**Question**

I am writing a world-line Monte Carlo code for an aluminium ring with three Josephson junctions, working in the Cooper-pair number basis. At zero flux every weight is positive. With flux the weights turn complex, and I cannot find phases for the basis states that repair this. What exactly does "stoquastic" guarantee, how do I decide whether such phases exist, and how bad is it at half a flux quantum?

**Answer**

With integer flux you have no problem. Otherwise no choice of basis-state phases helps, because a gauge-invariant loop product is not positive. The proofs come first, then your ring.

**0. Premises**

H is Hermitian in a fixed orthonormal basis |i⟩, finite for now. Its graph G has the basis states as vertices and an edge i–j wherever i ≠ j and H_ij ≠ 0. H is stoquastic in this basis if H_ij is real and ≤ 0 for all i ≠ j. On each edge write −H_ij = |H_ij| e^{iθ_ij}; Hermiticity gives θ_ji = −θ_ij. The partner H̃ has the same diagonal as H and H̃_ij = −|H_ij|, so it is always stoquastic. β = 1/k_BT.

**1. Perron–Frobenius for stoquastic H with connected G**

(a) Path weights. Choose Λ > max H_ii and set A = Λ − H. Then A_ii > 0 and A_ij = −H_ij ≥ 0. Expand

e^{−τH} = e^{−τΛ} Σ_n τⁿ Aⁿ/n!.

(Aⁿ)_ij is the sum over sequences i, k1, …, j of products of n elements of A. Every product is ≥ 0, and it is > 0 when each step stays put or follows an edge. With i = j and τ = β these are the weights that sum to Z, so they can serve as probabilities. Connectedness was not needed here.

(b) Strict positivity. If G is connected, any i and j are joined by a walk of some length n, and nothing can cancel that term. So (e^{−τH})_ij > 0 for all i, j and all τ > 0.

(c) Let ψ be a normalised ground state with energy E0, and let |ψ| have components |ψ_i|. Then

⟨ψ|H|ψ⟩ = Σ_i H_ii |ψ_i|² − Σ_{i≠j} |H_ij| Re(ψ_i* ψ_j) ≥ Σ_i H_ii |ψ_i|² − Σ_{i≠j} |H_ij| |ψ_i| |ψ_j|,

since Re z ≤ |z|. The right side is the energy of the normalised vector |ψ|. It cannot lie below E0, so it equals E0, and |ψ| is a ground state too.

(d) No zeros. e^{−τE0} |ψ_i| = Σ_j (e^{−τH})_ij |ψ_j| > 0 by (b), because at least one |ψ_j| is nonzero. Every ground state has all components nonzero.

(e) Uniqueness. If ψ and χ were independent ground states, χ_1 ψ − ψ_1 χ would be a nonzero ground state with vanishing first component, against (d). Hence the level is non-degenerate, and ψ is a constant phase times |ψ|, which is strictly positive.

If G falls apart, for example into symmetry sectors, the result holds in each component, and different components may be degenerate.

**2. Loop criterion**

A loop C is a closed walk i1 → i2 → … → ik → i1 along edges of G. Define

W(C) = (−H_{i1 i2})(−H_{i2 i3}) … (−H_{ik i1}).

Claim: phases |i⟩ → e^{iα_i}|i⟩ that make H stoquastic exist if and only if W(C) is real and positive for every loop.

The new elements are H'_ij = e^{−iα_i} H_ij e^{iα_j}, so θ'_ij = θ_ij − α_i + α_j. Around a loop each α enters once with each sign, and W' = W.

Necessity. If H' is stoquastic, each factor −H'_ij on an edge is positive, so W = W' > 0.

Sufficiency. Take a spanning tree of (each component of) G. Set α = 0 at the root, and for a child i of parent j set α_i = α_j + θ_ij. This is unambiguous because the tree has no cycles, and it gives θ' = 0 on tree edges. A remaining edge k–l closes a loop with the tree path from l to k. All other factors of that loop are now positive, so θ'_kl = arg W' = arg W = 0 mod 2π. Then H' = H̃.

The proof shows that it is enough to test one loop per non-tree edge, N_edges − N_vertices + 1 loops for connected G. A tree, such as an open chain, always passes. A step out and back gives |H_ij|² > 0, so the shortest loop that can fail has three edges. For real H the criterion says that every loop holds an even number of positive elements; all-positive elements on a bipartite graph pass, which is the origin of the Marshall sign rule. Fermion signs enter the same way. For N spinless fermions with nearest-neighbour hopping −t (t > 0) on a ring, the loop that moves each particle to the place of the next contains one hop past N − 1 others in the operator ordering, so its sign is (−1)^{N−1}.

**3. The cost of failing**

By 1(a), the modulus of a path weight of H is the weight of that path for H̃, and its phase is arg W of the path. Sampling with H̃, the mean phase factor is

s = ⟨e^{i arg W}⟩ = Z/Z̃ → g e^{−βΔE} at low T, with ΔE = E0 − Ẽ0,

where g is the ground degeneracy of H and H̃ is non-degenerate by section 1. Repeat 1(c) with Re(e^{iθ_ij} ψ_i* ψ_j): it gives E0 ≥ ⟨|ψ| |H̃| |ψ|⟩ ≥ Ẽ0. If E0 = Ẽ0, then |ψ| is the ground state of H̃, so it has no zeros, and equality must hold edge by edge: θ_ij − arg ψ_i + arg ψ_j = 0. The phases α_i = arg ψ_i then make H stoquastic. So for connected G, ΔE > 0 exactly when the loop criterion fails. For weights ±1 the variance of the sign is 1 − s², and a relative statistical error ε on s takes (1 − s²)/(s²ε²) independent samples.

**4. The ring in the charge basis**

Model: a grounded large electrode closes the ring, and three equal junctions (capacitance C, Josephson energy E_J) in series enclose two islands with n1, n2 excess pairs and gate charges q1, q2 in units of 2e. Gate capacitances are small against C and self-inductance is neglected. The capacitance matrix is C[[2, −1], [−1, 2]], with inverse (1/3C)[[2, 1], [1, 2]]. With δ_k = n_k − q_k,

H = U(δ1² + δ2² + δ1δ2) − (E_J/2)(e^{iθ1}T_a + e^{iθ2}T_b + e^{iθ3}T_c + h.c.), U = (2e)²/3C.

T_a, T_b, T_c pass one pair forward through junctions 1, 2, 3 and shift (n1, n2) by a = (1, 0), b = (−1, 1), c = (0, −1). The phases obey θ1 + θ2 + θ3 = φ = 2πΦ/Φ0 with Φ0 = h/2e, the sign of Φ being fixed by the forward direction. G is a connected triangular lattice.

Let a closed walk have net (forward minus backward) hop numbers N_a, N_b, N_c. Return of n1 needs N_a = N_b and return of n2 needs N_b = N_c, so all equal one integer w, the number of pairs carried round the ring. Then arg W = wφ. The triangle a, b, c has w = 1, so the criterion holds if and only if Φ/Φ0 is an integer. That is why your search for phases failed. At Φ0/2 one can take θ3 = π: H is real and the weights are ±1, equal to (−1)^w.

The basis is infinite and no Λ exists, but the proofs survive. Expand e^{−τH} in the Josephson term, whose norm is at most 3E_J, so that the time-ordered series converges. A path then has factors −H_ij and positive factors exp(−Δτ H_ii). The charging energy grows without bound, so the spectrum is discrete and 1(c)–(e) go through.

**5. The phase basis**

The criterion concerns diagonal phases in one basis. With island phases χ_k, n_k = −i∂/∂χ_k and θ3 = φ, the Josephson term is −E_J[cos χ1 + cos(χ2 − χ1) + cos(φ − χ2)], real and diagonal, so flux gives only positive factors. The charging term, shown for one variable, has by Poisson summation the kernel

(1/2π) Σ_n exp[inΔ − λ(n − q)²] = Σ_m (4πλ)^{−1/2} exp[−(Δ + 2πm)²/4λ + iq(Δ + 2πm)],

with Δ the step in χ and λ = UΔτ. For two variables the Gaussian carries the inverse of the positive-definite charging form. A closed path with phase windings (m1, m2) thus has phase 2π(q1m1 + q2m2), an Aharonov–Casher phase. Flux obstructs the charge basis, gate charge obstructs the phase basis. For integer q, sample in the phase basis at any flux; the kernel is strictly positive and the ground state is unique.

**6. Numerical illustration**

Assumed inputs, typical of small Al/AlOx junctions: C = 1.0 fF, E_J/h = 5.0 GHz, thin-film gap Δ ≈ 200 μeV, loop inductance L = 20 pH. Then U/h = 51.65 GHz (U = 213.6 μeV), E_J = 20.7 μeV, and I_c = 2eE_J/ħ = 10.1 nA. The Ambegaokar–Baratoff relation E_J = hΔ/(8e²R_N) places R_N near 31 kΩ. Put t = E_J/2 (t/h = 2.5 GHz) and r = t/U = 0.0484.

Take q = (1/3, 1/3), where both bases fail at Φ0/2. States A = (0,0), B = (1,0), C' = (0,1) have charging energy U/3, which is the zero of energy below. Three states, (1,−1), (1,1), (−1,1), lie at 4U/3, and six at 7U/3.

Three-state truncation. With θ_k = φ/3, each forward hop A → B → C' → A is −t e^{iφ/3}. Plane waves on the triangle give

E_k = −E_J cos[(φ − 2πk)/3], k = 0, 1, 2.

These are the roots of E³ − 3t²E + 2t³cos φ, which depends only on the loop phase. At φ = 0 the levels are −2t, t, t; at φ = π they are −t, −t, 2t. So ΔE = t and g = 2. With x = βE_J, insert e^{x cos y} = Σ_m I_m(x) e^{imy}; the sum over k keeps m = 3w:

Z(φ) = 3 Σ_w I_{3w}(x) e^{iwφ}.

The partner is φ = 0, all I are positive, and P(w) = 3I_{3w}(x)/Z(0) is the winding distribution your code would sample. At half flux

s = (2e^{x/2} + e^{−x})/(e^x + 2e^{−x/2}).

At 50 mK, k_BT/h = 1.042 GHz, x = 4.80 and s = 0.18; the negative fraction (1 − s)/2 is 41 %. At 20 mK, k_BT/h = 0.417 GHz, x = 12.0 and s = 0.0050.

Higher charge states are not negligible, because ΔE sits in an exponent. Each low state has two neighbours U above it and two 2U above it, a second-order shift −t²(2/U + 2/2U) = −3rt. A and B share the outer neighbour (1,−1), reached by two backward hops, which adds −(t²/U)e^{−2iφ/3} to the forward hop, making it −t e^{iφ/3}(1 + r e^{−iφ}). Therefore

E0(0) = −2t(1 + r) − 3rt = −2t − 5rt, E0(π) = −t(1 − r) − 3rt = −t − 2rt,

ΔE = t(1 + 3r), with 3r = 0.145, so ΔE/h = 2.86 GHz.

Diagonalising the 49 states with |n_k| ≤ 3 gives ΔE/h = 2.85 GHz, s = 0.13 at 50 mK and s = 0.0021 at 20 mK. At 20 mK the sample count is multiplied by 1/s² ≈ 2 × 10⁵.

The doublet at φ = π is exact in this model. Shifting φ by 2π is a gauge change, so use φ = 3π with θ_k = π, where every hop is +t. H then has the full symmetry of the triangle ABC', and the two low states with amplitudes summing to zero form its two-dimensional representation. By section 1, read backwards, no basis exists in which this H is stoquastic with a connected graph.

**7. Range of validity**

The theorems need a Hermitian H, a fixed basis, a normalisable ground state and, for uniqueness, a connected graph. They say nothing about excited states or about mixing times: positive weights do not ensure fast sampling. The loop criterion covers diagonal phase changes only. Failing it does not exclude another basis, as section 5 shows, and the eigenbasis is trivially stoquastic, with no edges.

For the ring, neglecting inductance needs 2πLI_c/Φ0 ≪ 1; here it is 6.1 × 10⁻⁴. The pair description needs k_BT ≪ Δ and no stray quasiparticles. One extra electron on an island, (n1, n2) = (1/2, 0), has charging energy U/12, a gain of U/4 = 53 μeV, which is below Δ, but non-equilibrium quasiparticles would shift q by 1/2. Virtual quasiparticle states see the same charging energy and change the hop magnitudes by a relative amount of order (U/4)/2Δ = 0.13, so E_J should be read as an effective input and the relation to R_N as rough. Such changes of magnitude leave arg W = wφ intact. Unequal junctions do lift the doublet: raising one E_J by a fraction η shifts the state (1, −1, 0)/√2 by −ηt and (1, 1, −2)/√6 by +ηt/3 in the +t gauge, a splitting 4ηt/3, or 0.33 GHz for η = 0.10. The degeneracy argument of section 6 then lapses, while W stays negative and the charge-basis sign problem remains. The values ΔE/h = 2.85 GHz and s = 0.13 and 0.0021 are the model's, for equal junctions and the assumed C and E_J, and s depends exponentially on both.